## Scale of the effect

A spherical shell carrying one electron at radius $R$ exerts no force inside itself, but it raises the energy of every electron within it by $e^2/R$, which is 27.2 eV divided by $R$ in bohr. That is about 10 eV at 2.6 bohr, 5 eV at 5 bohr and under 3 eV at 10 bohr. Moving the outer electron of Pb³⁺ between orbitals should therefore shift all inner levels by several eV, nearly together, and leave their shapes almost alone.

Scalar-relativistic all-electron Kohn-Sham calculations of the Pb³⁺ ion with Quantum ESPRESSO 7.5 (ld1.x), using the PBE functional, spherical densities, no spin polarisation and a point nucleus. Bound levels have negative eigenvalues, and the last column gives the radius at which the electron density falls to 0.001 per bohr³.

```csv
configuration,eigenvalue (5d) (eV),mean radius (5d) (bohr),mean inverse radius (5d) (1/bohr),radius at density 0.001 (bohr)
[Xe] 4f14 5d10 5f1,-53.266,1.2645,1.0317,4.2064
[Xe] 4f14 5d10 6p1,-51.020,1.2700,1.0280,3.7027
[Xe] 4f14 5d10 6d1,-53.596,1.2639,1.0319,4.3940
[Xe] 4f14 5d10 6f1,-56.373,1.2617,1.0332,3.1003
[Xe] 4f14 5d10 7s1,-54.571,1.2625,1.0327,4.8371
[Xe] 4f14 5d10 7p1,-55.474,1.2615,1.0334,5.0047
[Xe] 4f14 5d10 7d1,-56.723,1.2609,1.0338,3.1889
[Xe] 4f14 5d10 7f1,-58.102,1.2604,1.0341,3.0171
```

In these scalar-relativistic PBE runs the 5d eigenvalue spans 7.08 eV, from the 6p row to the 7f row, while the 5d mean radius $\langle r\rangle$ shrinks by only 0.76 %. The level deepens at every step as the computed mean radius of the outer orbital grows, in the order 6p, 5f, 6d, 7s, 7p, 6f, 7d, 7f. The principal quantum number $n$ does not give this order, since 5f comes after 6p, and 6f after 7s and 7p.

## The rule

The outer electron moves mostly outside a core of charge 4. Its inner lobes enter the core and feel more charge, which a quantum defect $\delta_l$, nearly constant for given angular momentum $l$, describes through $n^* = n - \delta_l$. The hydrogenic radius and the shell argument then give

$$\langle r\rangle_{\rm out} = \frac{3n^{*2} - l(l+1)}{8}\ \text{bohr}, \qquad \varepsilon_{5d} = -61.0\ \text{eV} + \frac{27.2\ \text{eV bohr}}{\langle r\rangle_{\rm out}},$$

with $\delta = 3.63, 3.26, 2.58, 1.36$ for s, p, d, f. Each defect is the mean over the rows of that $l$, obtained from the computed outer radii, and the constant is fitted to all eight eigenvalues. The defects absorb whatever PBE self-interaction does to the outer orbital and are not spectroscopic values. At fixed $l$, a higher $n$ means a larger shell and a deeper 5d level, in steps that shrink.

## Two rows worked

For 7p, $n^* = 7 - 3.26 = 3.74$ and $3n^{*2} = 41.96$, so $\langle r\rangle_{\rm out} = (41.96 - 2)/8 \approx 5.0$ bohr. The shift is 5.45 eV and the level $-61.0 + 5.45 = -55.55$ eV, against $-55.47$ eV in the table.

For 6f, $n^* = 4.64$ and $3n^{*2} = 64.59$, so $\langle r\rangle_{\rm out} = (64.59 - 12)/8 = 6.57$ bohr. The shift is 4.14 eV and the level $-56.86$ eV, which is 0.49 eV deeper than the tabulated $-56.37$ eV. Both rows were part of the fit.

## Accuracy

The rms error is 0.31 eV, to be set against a scatter of 2.11 eV about the mean; row-by-row residuals are in the output below. The worst row is 6p, the most compact, where the rule lies 0.63 eV too high. Five constants for eight rows flatter the result, and 7s fixes its own defect. With all constants taken from 7s, 6p, 6d and 5f alone, the other four levels come out too deep, by 0.19 eV (7p) to 0.72 eV (6f). The p and d defects carry over to 0.01, while the f defect drifts from 1.31 to 1.41.

## Why the unit slope is a compensation

The potential at the centre of a spread-out electron is set by the mean inverse radius $\langle 1/r\rangle$, which always exceeds $1/\langle r\rangle$. From 7f to 6p the outer $27.2\langle 1/r\rangle$ rises by 9.52 eV, yet even the 1s level, which sits at the centre, rises by only 7.55 eV.

The core's response accounts for most of the gap. A closer outer electron has more charge inside the 5d shell, which expands. The column of mean inverse radius (5d) falls from 1.0341 to 1.0280 per bohr, and ten electrons turn this into $10 \times 0.0061 \times 27.2 = 1.66$ eV. The 5p and 4f shells remove another 0.21 eV, leaving 7.65 eV. Such sums match the 1s shift within 0.10 eV in every row. Since the Hartree potential is built into the calculation, this tests no theory; it shows that relaxation explains the shortfall and that little is left for other terms.

The 5d level rises by 7.08 eV over the same step. Theory argues for a smaller shift than 1s, because outer charge lying inside the 5d shell counts only with the 5d electron's own $1/r$. Measured from 7f, this holds for the s, p and d rows, but not for 5f (4.84 eV against 4.80) or 6f (equal). The same argument works the other way on relaxation: the expansion of 5d is felt in full at the nucleus and only in part at the 5d radius. The 1.66 eV therefore overstates the relaxation loss of the 5d level itself, where penetration takes its own share, and in the f rows the two corrections may nearly cancel, though neither was computed for the 5d level itself.

The simple $27.2/\langle r\rangle_{\rm out}$ changes by $27.2/2.56 - 2.66 \approx 8.0$ eV, so its underestimate of the bare term mimics these losses. A fit in $\langle 1/r\rangle$ with a free slope gives 0.76 and an rms of 0.24 eV, but the gain over the 0.30 eV of the unit slope with computed radii comes from the extra constant: a free slope in $27.2/\langle r\rangle_{\rm out}$ comes out at 0.89 and fits closer still, so scaling the shift down by about a tenth and refitting the constant improves the rule. A hand value of $\langle 1/r\rangle$ is also available, as $4/n^{*2}$ with defects of its own. For 7f the computed Coulomb integral with 5d is 3.70 eV, much nearer $27.2\langle 1/r\rangle = 3.88$ eV than the rule's 2.66 eV. Removing that integral from the 7f row leaves $-58.10 - 3.70 = -61.80$ eV for the bare core with frozen orbitals. The constant $-61.0$ eV is thus a fitting number and should not be read as the Pb⁴⁺ level.

## Limits

One radius cannot resolve close pairs. The 6f and 7d orbitals share a radius of 6.54 bohr, yet 5d lies 0.35 eV higher in the 6f row; the $\langle 1/r\rangle$ fit recovers 0.27 eV of this. For 5f against 6d the gap is 0.33 eV and that fit has the wrong sign. A stronger expansion of 5d under the f electron is not the cause: judged at the nucleus and measured from 7f, it lowers the potential energy by 0.65 eV for 5f against 0.60 eV for 6d, which is the wrong sign. The 5p and 4f shells respond in the right direction, by +0.02 eV against −0.13 eV, but terms at the nucleus cannot carry this gap, which is only 0.09 eV for 1s and grows outwards, to 0.20 eV for 4f and 0.33 eV for 5d. Penetration could do this, if more of the 6d $\langle 1/r\rangle$ comes from inner lobes inside the 5d shell, where it no longer counts in full; neither that share nor the change in the exchange-correlation potential felt by 5d was computed. For 6f against 7d most of the gap, 0.27 eV, is already present at 1s.

The radius at density 0.001 must not be used for the shell radius, as the rms error becomes 3.05 eV. It grows to 5.00 bohr at 7p and falls to about 3 bohr for 6f, 7d and 7f. One electron spread through a sphere of 6.5 bohr averages just under 0.001 per bohr³, so the contour retreats to the core edge.

The constants belong to this core and to outer radii from 2.6 to 10 bohr. All rows are excited configurations; the 6s ground state should be more compact than 6p, where the rule already fails most. The rule reproduces PBE eigenvalues, which are not ionisation energies. Spin polarisation is switched off despite the unpaired electron, and each 5d value averages over a spin-orbit pair split by roughly a few eV (a recalled size), well above the rule's error.

Numerical output:

```
5d level: span 7.08 eV, rms about mean 2.11 eV, rounding 0.0005 eV
5d mean radius 6p to 7f: -0.76 %
mean defects: s 3.63, p 3.26, d 2.58, f 1.36
A: e0 + 27.2/<r>, computed <r>: e0 -60.94 eV, rms 0.30 eV
H: same with hand <r>: e0 -61.0 eV, rms 0.31 eV
B: e0 + k 27.2<1/r>: k 0.757, e0 -60.80 eV, rms 0.24 eV
B with k = 1: rms 0.72 eV; A with free slope: 0.89
density-contour radius in place of <r>: rms 3.05 eV
row <r> defect hand<r> err% | table, H (eV) | table-model A H B (eV)
6p   2.56 3.26   2.57  +0.1 | -51.02 -50.39 | -0.70 -0.63 -0.36
5f   3.61 1.31   3.47  -4.0 | -53.27 -53.15 | +0.15 -0.11 +0.50
6d   3.65 2.58   3.64  -0.3 | -53.60 -53.52 | -0.11 -0.08 +0.11
7s   4.26 3.63   4.26  +0.1 | -54.57 -54.61 | -0.02 +0.04 +0.05
7p   5.00 3.26   5.00  -0.2 | -55.47 -55.55 | +0.03 +0.08 +0.04
6f   6.54 1.37   6.57  +0.6 | -56.37 -56.86 | +0.41 +0.49 -0.00
7d   6.54 2.59   6.58  +0.5 | -56.72 -56.86 | +0.06 +0.14 -0.09
7f  10.22 1.41  10.43  +2.0 | -58.10 -58.39 | +0.18 +0.29 -0.24
worst row A: 6p -0.70 eV (1.4 % of level)
worst row H: 6p -0.63 eV (1.2 % of level)
worst row B: 5f +0.50 eV (0.9 % of level)
worked 7p: n* 3.74, <r> 5.00 bohr, shift 5.45, level -55.55, table -55.47 eV
worked 6f: n* 4.64, <r> 6.57 bohr, shift 4.14, level -56.86, table -56.37 eV
constants from 7s 6p 6d 5f only (e0 -61.12 eV); prediction of the other rows:
  7p: <r> error -0.3 %, table-model +0.19 eV
  7d: <r> error +0.7 %, table-model +0.26 eV
  6f: <r> error +3.4 %, table-model +0.72 eV
  7f: <r> error +4.2 %, table-model +0.46 eV
shift from 7f (eV): 5d, 1s | outer, 5d relax, 5p+4f relax, sum | 1s-sum (rounding 0.03)
6p 7.08 7.55 | 9.52 -1.66 -0.21 7.65 | -0.10
5f 4.84 4.80 | 5.41 -0.65 +0.02 4.78 | +0.02
6d 4.51 4.71 | 5.50 -0.60 -0.13 4.77 | -0.06
7s 3.53 3.71 | 4.28 -0.38 -0.09 3.81 | -0.10
7p 2.63 2.78 | 3.10 -0.19 -0.07 2.84 | -0.06
6f 1.73 1.73 | 1.97 -0.24 -0.01 1.72 | +0.01
7d 1.38 1.46 | 1.62 -0.08 -0.05 1.49 | -0.03
6p-7f shift over outer term: 1s 0.79, 5d 0.74
7f: 27.2/<r> 2.66, F0(7f,5d) 3.70, 27.2<1/r> 3.88 eV
6f-7d: table +0.35, A +0.00, B +0.27 eV
5f-6d: table +0.33, A +0.07, B -0.06 eV
```
